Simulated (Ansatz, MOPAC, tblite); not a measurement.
**How methods differ on GaH2O2F (SMILES [OH][Ga]([OH])[F])**

GaH2O2F has 6 atoms, charge 0, and is taken as a singlet. SMILES: `[OH][Ga]([OH])[F]`. Geometry: relaxed at PBE0-D4/def2-TZVP. This is one conformer, not always the lowest.

```xyz
6

O    -0.2972    1.3510   -0.5748
Ga   -0.0682   -0.3424   -0.1176
O     0.7944   -0.8423    1.3353
F    -0.7226   -1.5888   -1.1448
H    -0.7888    1.4590   -1.3928
H     1.1242   -0.1004    1.8485
```

Quantity: the dipole moment, in D. The values are calculated.

```tsv
level	kind	program	value (D)	CPU time
AM1	semi-empirical	MOPAC	1.82	under 2 s
MNDO	semi-empirical	MOPAC	2.03	under 2 s
PM7	semi-empirical	MOPAC	1.89	under 2 s
GFN1-xTB	semi-empirical	tblite	2.73	under 2 s
HF/STO-3G	Hartree–Fock	Ansatz	1.21	0.5 s
HF/3-21G	Hartree–Fock	Ansatz	2.27	0.63 s
HF/def2-SVP	Hartree–Fock	Ansatz	2.13	1.9 s
PBE/cc-pVDZ	GGA	Ansatz	1.96	3.8 s
PBE/def2-TZVP	GGA	Ansatz	1.91	7.3 s
r2SCAN/def2-SVP	meta-GGA	Ansatz	2.03	5.3 s
```

All-electron rows without a relativistic Hamiltonian named are non-relativistic. The values span 1.21 to 2.73 D. Sets without polarisation functions give poor dipoles. Without the sets that lack polarisation functions the rows with a basis span only 1.91 to 2.13 D. Times are those of the runs behind each value, whatever else they computed, on shared processors of several kinds: orders of magnitude only.

The dipole is a small remainder of large, opposing contributions. Gallium sits in a nearly planar trigonal environment of three electronegative ligands, with the two O–H bonds turned in the same rotational sense. The analogous pinwheel form of Ga(OH)₃ would have no dipole by symmetry, so the moment here reflects the replacement of one hydroxyl by fluoride, including the loss of its O–H contribution. Modest errors in Ga–O, Ga–F or O–H polarity can therefore shift the total noticeably.

The low HF/STO-3G value probably reflects a minimal basis too rigid to describe charge build-up on oxygen and fluorine. In def2-SVP, Hartree–Fock gives 2.13 D against 2.03 D for r2SCAN, consistent with its usual tendency to exaggerate bond polarity. MNDO matches the r2SCAN value, whereas GFN1-xTB lies well above it, but a matching total may hide compensating errors in the bond dipoles. Without a measured or correlated wavefunction reference, the close agreement among the density functionals shows consistency, not accuracy.
